Appendix. Delta ring in the plane threaded by an Aharonov-Bohm flux

A.1 Model and conventions

An electron of charge −e and isotropic effective mass m* moves in the plane (r, θ). Energies are counted from the bottom of its parabolic band. The premises are:
(i) the potential is V = −g δ(r − R) with g > 0 (energy × length);
(ii) a flux Φ along +z is confined to a line through the origin, with A = Φ/(2πr) along the direction of increasing θ, so that B = 0 for r > 0, the arrangement of Aharonov and Bohm (1959);
(iii) spin is a spectator;
(iv) the flux line is the limit a → 0 of a penetrable tube of radius a.

The Hamiltonian is H = (p + eA)²/2m* + V. Since A is azimuthal and independent of θ, only the angular part of the kinetic energy changes: (−iħ∂_θ + eΦ/2π)²/(2m*r²) = ħ²(−i∂_θ + φ)²/(2m*r²), with φ = Φ/(h/e). In this gauge ψ is single-valued, so ψ = u(r) exp(imθ) with integer m, and the angular operator takes the value (m + φ)². Define

ν = |m + φ|, s = r/R, ε = ħ²/(2m*R²), E = −εx², x = κR, λ = 2m*gR/ħ².

Dividing the Schrödinger equation by −ε and using δ(r − R) = δ(s − 1)/R, with gR⁻¹/ε = λ, gives

(1/s)(s u′)′ − (ν²/s² + x²) u = −λ δ(s − 1) u. (A1)

The flux enters through ν alone. The set of values |m + φ| is unchanged by φ → φ + 1 (relabel m) and by φ → −φ (reverse m), so the spectrum is periodic and even in φ, and 0 ≤ φ ≤ 1/2 covers all cases.

A.2 Condition at the origin

Near s = 0 the solutions behave as s^ν and s^(−ν) (1 and ln s for ν = 0). For ν ≥ 1 the second is not square-integrable with the measure s ds. For ν < 1 both are, and normalisability does not decide: premise (iv) does. Put the flux on a cylindrical shell of radius a. Inside it A = 0 and u ∝ r^|m| for κa ≪ 1. Just outside, u = c₊r^ν + c₋r^(−ν). Continuity of r u′/u at r = a reads |m| = ν(c₊a^ν − c₋a^(−ν))/(c₊a^ν + c₋a^(−ν)), whence

c₋/c₊ = a^(2ν) (ν − |m|)/(ν + |m|). (A2)

At r = R the irregular part is at most (a/R)^(2ν) times the regular one and vanishes as a → 0 for every ν > 0. For ν = 0 with m ≠ 0, matching u = c₀ + c₁ ln r gives c₁/c₀ = |m|/(1 − |m| ln a), which also vanishes, though only logarithmically. The regular solution is therefore selected in all channels.

A.3 Bound-state condition

For s ≠ 1, (A1) is the modified Bessel equation in the variable xs. The solution regular at the origin is I_ν(xs) and the one that decays at infinity is K_ν(xs). A jump of u would put a δ′ term on the left of (A1) with nothing to cancel it, so u is continuous and, up to a constant,

u = I_ν(xs) K_ν(x) for s ≤ 1, u = I_ν(x) K_ν(xs) for s ≥ 1. (A3)

Multiplying (A1) by s and integrating over a shrinking interval round s = 1 leaves

u′(1⁺) − u′(1⁻) = −λ u(1). (A4)

From (A3) the left side is x[I_ν K_ν′ − I_ν′ K_ν](x). Writing the Bessel equation as (x f′)′ = (x + ν²/x) f for both functions, multiplying crosswise and subtracting shows that this combination has zero derivative. Its value follows at small x from I_ν ≈ (x/2)^ν/Γ(1+ν) and K_ν ≈ (Γ(ν)/2)(x/2)^(−ν), whose product is 1/(2ν): the combination equals (−ν − ν)/(2ν) = −1, and ν = 0 follows by continuity. Hence (A4) becomes

λ P_ν(x) = 1, P_ν(x) ≡ I_ν(x) K_ν(x), E = −ħ²κ²/2m* = −εx². (A5)

A.4 Monotonicity, threshold and number of levels

For any x > 0 the function (A3) has a slope jump of −1, so it obeys (A1) with the right side replaced by −δ(s − 1), and u(1) = P. Take two such functions u₁, u₂ with parameters (ν₁, x₁) and (ν₂, x₂). Multiply the first equation by s u₂, the second by s u₁, subtract, and integrate from 0 to ∞. The derivative terms give s(u₂u₁′ − u₁u₂′) at the limits, which vanishes as s^(ν₁+ν₂) at the origin (as s² if both orders are zero) and exponentially at infinity. What remains is

P₁ − P₂ = −(x₁² − x₂²) ∫ u₁u₂ s ds − (ν₁² − ν₂²) ∫ u₁u₂ ds/s. (A6)

I_ν and K_ν are positive, so P_ν(x) falls strictly with x at fixed ν and with ν at fixed x. It tends to 1/(2ν) for x → 0 (to +∞ for ν = 0, see A.5) and to zero as 1/(2x) for x → ∞ (see A.6). Therefore each m has exactly one level with E < 0 if

λ > 2ν = 2|m + φ|, (A7)

and none otherwise; the levels rise in order of ν; and their number, per spin direction, is the number of integers m with |m + φ| < λ/2. The threshold can be read off directly: at E = 0 the solution is s^ν inside and s^(−ν) outside, with slope jump −2ν, which meets (A4) at λ = 2ν. That state is normalisable only for ν > 1.

For integer φ one channel has ν = 0 and any attraction binds. For other φ the smallest ν is the distance from φ to the nearest integer, and the ring binds nothing with E < 0 unless λ exceeds twice that distance. The largest threshold, λ = 1, occurs at half-integer flux.

Letting x₁ → x₂ at equal ν in (A6) gives ∫u² s ds = −P_ν′(x)/(2x), so the normalised state is (A3) times exp(imθ)/[2πR²(−P_ν′/2x)]^(1/2). Holding P = 1/λ fixed while ν varies gives d(x²)/d(ν²) = −∫u² ds/s ÷ ∫u² s ds, that is

dE/dφ = 2(m + φ) ε ⟨R²/r²⟩, (A8)

and the level carries the circulating current −dE/dΦ = −(e/h) dE/dφ.

A.5 Weak binding

For non-integer ν, K_ν = π(I_(−ν) − I_ν)/(2 sin νπ) and I_(±ν) = (x/2)^(±ν)[1 + x²/(4(1 ± ν)) + …]/Γ(1 ± ν). With Γ(1+ν)Γ(1−ν) = πν/sin πν and 1/(1+ν) + 1/(1−ν) = 2/(1 − ν²),

2ν P_ν = 1 + x²/(2(1 − ν²)) − [Γ(1−ν)/Γ(1+ν)] (x/2)^(2ν) + higher powers. (A9)

For 0 < ν < 1 the power x^(2ν) dominates x², and (A5) gives just above threshold

x ≈ 2 [(1 − 2ν/λ) Γ(1+ν)/Γ(1−ν)]^(1/2ν). (A10)

For ν > 1 the x² term dominates, also at integer ν ≥ 2 where the poles in ν first appear, and cancel, at order x^(2ν):

x² ≈ 2(ν² − 1)(1 − 2ν/λ). (A11)

The binding energy thus opens as (λ − 2ν)^(1/ν) for ν < 1 and linearly for ν > 1. At ν = 1, I₁ = x/2 + x³/16 and K₁ = 1/x + (x/2)[ln(x/2) + γ − 1/2] give P₁ = 1/2 + (x²/4)[ln(x/2) + γ − 1/4], a linear onset with a logarithmic correction; γ = 0.5772 is Euler's constant.

For ν = 0 set ℓ = −ln(x/2) − γ. Then I₀ = 1 + x²/4 + … and K₀ = ℓ I₀ + x²/4 + …, so P₀ = ℓ + x²(ℓ/2 + 1/4) + O(x⁴ℓ). To leading order ℓ = 1/λ:

κR ≈ x₀ = 2 exp(−γ − 1/λ), E ≈ −4ε exp(−2γ − 2/λ). (A12)

Inserting x₀ and ℓ = 1/λ in the x² term gives ℓ = 1/λ − x₀²(1/2λ + 1/4), or

x ≈ x₀ [1 + x₀²(1/(2λ) + 1/4)]. (A13)

At λ = 0.5, x₀ = 0.1520 and (A13) gives 0.1564, while the root of (A5) is 0.1567. Equation (A10) joins (A12) smoothly: as ν → 0, (1 − 2ν/λ)^(1/2ν) → exp(−1/λ), and since ln Γ(1 ± ν) = ∓γν + O(ν²), the gamma ratio raised to 1/2ν tends to exp(−γ).

A.6 Strong binding

With μ = 4ν², a₁ = (μ − 1)/8 and a₂ = (μ − 1)(μ − 9)/128, the large-argument expansions are I_ν ≈ eˣ(2πx)^(−1/2)[1 − a₁/x + a₂/x²] and K_ν ≈ e^(−x)(π/2x)^(1/2)[1 + a₁/x + a₂/x²]. In the product the 1/x terms cancel and 2a₂ − a₁² = −(μ − 1)/8, so 2xP_ν ≈ 1 − (4ν² − 1)/(8x²). Then (A5) reads x = (λ/2)[1 − (4ν² − 1)/(8x²)]. Squaring and putting x = λ/2 in the correction gives x² ≈ λ²/4 − ν² + 1/4, or

E ≈ −m*g²/(2ħ²) + ε[(m + φ)² − 1/4]. (A14)

The first term, equal to −ελ²/4, is the level of a straight delta line; the second is the spectrum of a one-dimensional ring; −ε/4 is the attraction due to curvature. The neglected terms are of order 1/λ² in x² at fixed ν and grow with ν, so (A14) needs λ ≫ 1 and ν ≪ λ/2.

A.7 Half-integer and near-integer flux

At φ = 1/2 the functions are elementary. I_(1/2) = (2/πx)^(1/2) sinh x and K_(1/2) = (π/2x)^(1/2) e^(−x) give P = (1 − e^(−2x))/(2x). With w = 2x − λ, (A5) becomes w e^w = −λe^(−λ). The root w = −λ is the trivial x = 0; for λ > 1 it lies on the lower branch of the Lambert function, and the physical root is on the principal branch:

x = [λ + W₀(−λ e^(−λ))]/2. (A15)

All levels are doubly degenerate there, since m and −1 − m share the same ν.

Near integer flux the lowest level is not quadratic in φ. K_ν is even in ν, and the limit ν → 0 of the formula for K_ν in A.5 shows ∂I_ν/∂ν = −K₀ at ν = 0. Hence ∂P/∂ν = −K₀², while ∂P₀/∂x = I₁K₀ − I₀K₁ < 0. At fixed P, dx/dν = −K₀²/(I₀K₁ − I₁K₀), and

E(φ) − E(0) ≈ 2εx K₀² |φ|/(I₀K₁ − I₁K₀). (A16)

This agrees with (A8), because ⟨R²/r²⟩ diverges as 1/ν when u ∝ s^ν. The cusp measures the amplitude at the flux line and is exponentially small for strong binding.

A.8 Range of validity

Flux tube. For finite a the interior solution between a and R is I_ν + bK_ν. The added term does not alter the slope jump, so (A5) becomes λ(I_νK_ν + bK_ν²) = 1, where b = −(I_ν′ − LI_ν)/(K_ν′ − LK_ν) and L = I_|m|′/I_|m|, all at argument κa. By (A2) the line limit needs (a/R)^(2ν) ≪ 1, or an amplitude K_ν(x)² small enough to suppress the term. The cusp (A16) is rounded for |φ| below about 1/ln(R/a), and periodicity in φ is only approximate.

Spin. The field Φδ(r − a)/(2πa) of the shell adds a Zeeman term ±(g_s/2)μ_B B, a second delta ring of dimensionless strength ηφ with η = g_s m*/(2m_e). It replaces |m| in (A2) by |m| ± η|φ|. As ν + |m| ≥ |φ|, the denominator stays positive for η < 1 and the regular solution survives. For η = 1 it can vanish, and premise (iv) then selects an irregular solution for one spin direction.

Ring width. For a straight square well of width w and the same area g, the even-state condition κ = k tan(kw/2) with k² = λ/(Rw) − κ² expands to κ ≈ (λ/2R)(1 − λw/6R). The binding energy drops by the fraction λw/(3R), which must be small.

Discrete sites. N equal sites multiply V by 1 + 2Σ f_n cos(nNθ) with form factors |f_n| ≤ 1. The ring amplitudes then obey ψ_m = λP_m Σ f_n ψ_(m+nN), where P_m has order |m + φ| and f₀ = 1. Eliminating the distant channels to second order, with P ≈ 1/(2|n|N) from (A9), multiplies λ by 1 + (λ/N)Σ f_n²/n over n ≥ 1. This factor depends on m + φ only at relative order (m + φ)²/N², so it is absorbed in g, provided λ ≪ N and 1/κ exceeds the site spacing.

Band. The effective-mass description needs |E| small against the distance to other bands, and a real g excludes any decay out of the plane.

A.9 Illustration: a corral on Cu(111)

Take R = 7.1 nm, the size of the 48-atom Fe corral of Crommie, Lutz and Eigler (1993), a typical surface-state mass m* = 0.40 m_e, and an illustrative strength g = 0.10 eV nm, chosen weak enough for the smooth-ring picture to hold. Unrounded values are carried through. Then ħ²/2m* = 0.09525 eV nm², ε = 1.889 meV, λ = 7.454 and m*g²/2ħ² = 26.25 meV. Channels with ν < 3.727 bind. The roots of (A5) are:

ν | κR | E (meV) | (A14) (meV)
0 | 3.766 | −26.79 | −26.72
1/2 | 3.725 | −26.22 | −26.25
1 | 3.609 | −24.61 | −24.83
3/2 | 3.414 | −22.02 | −22.47
2 | 3.130 | −18.51 | −19.16
5/2 | 2.733 | −14.11 | −14.91
3 | 2.169 | −8.89 | −9.71
7/2 | 1.243 | −2.92 | −3.57

The digits are those of the model equation. Integer rows are the spectrum at φ = 0, with 7 levels per spin direction; half-integer rows are that at φ = 1/2, with 8. The eighth level, m = −4, leaves the band edge at φ = 4 − λ/2 = 0.273. The lowest level decays over 1/κ = 1.9 nm, twice the site spacing 2πR/48 = 0.93 nm. It rises by 0.58 meV (k_B × 6.7 K) between φ = 0 and 1/2, against ε/4 = 0.47 meV from (A14); the cusp slope (A16) is 0.082 meV per flux quantum. A ring with λ = 0.5 (g = 6.7 meV nm) would bind by 0.046 meV at φ = 0 and lose its level at φ = λ/2 = 0.25.

The neglected terms have these sizes. A tube with a = 1 nm lowers the m = 0 level at φ = 1/2 by 0.022 meV. With g_s ≈ 2, η = 0.40 < 1. An assumed width w = 0.3 nm gives λw/3R = 0.10, and the first corrugation harmonic gives λ/N = 0.16 for f₁ = 1; both shift all levels nearly alike and amount to a redefinition of g. Rashba coupling with momentum offset k_R mixes (m, up) with (m + 1, down). In the narrow-ring limit, with J = m + 1/2 + φ, the matrix has diagonal elements ε(J ∓ 1/2)² and off-diagonal element 2εk_R R J, and eigenvalues ε[J² + 1/4 ± J(1 + 4k_R²R²)^(1/2)]. For an approximate k_R = 0.03 nm⁻¹, k_R R = 0.21, and the lowest spin-orbital quartet at φ = 1/2 (J = 0 twice, J = ±1) splits by 0.16 meV, a sizeable part of the flux shift. The flux itself is an idealisation: half a quantum within a = 1 nm needs 658 T, and one quantum spread over the whole corral needs 26 T, a uniform field that (A1) does not describe.

These numbers are the model's, and a real corral differs in known directions. Single metal adatoms on noble-metal (111) surfaces typically split off a state some tens of meV below the surface band edge, with a width of similar order from coupling to bulk states. Result (A12) turns this into an estimate for the ring. Represent each adatom by a small ring of radius ρ and strength λ_ρ; alone it satisfies 1/λ_ρ = −ln(κ₁ρ/2) − γ. In the symmetric state of N such sites, each neighbour at distance r_j = 2R sin(πj/N) adds its tail K₀(κr_j) to the amplitude, so 1/λ_ρ = −ln(κρ/2) − γ + Σ K₀(κr_j), or ln(κ/κ₁) = Σ K₀(κr_j) with j = 1 … N − 1. An assumed single-atom binding of 30 meV gives κ₁ = 0.56 nm⁻¹, κ = 1.29 nm⁻¹ and a binding of 0.16 eV, about 6 times the tabulated lowest level, with 1/κ = 0.78 nm already below the site spacing. The illustrative g thus probably underbinds by several times. The flux shift is less sensitive, since by (A14) it tends to ε/4, fixed by m* and R, but at about half a meV it lies one to two orders of magnitude below the typical widths, which the model sets to zero. The familiar standing-wave features inside a corral are resonances above the band edge and belong to the continuum of (A1), not to the roots of (A5).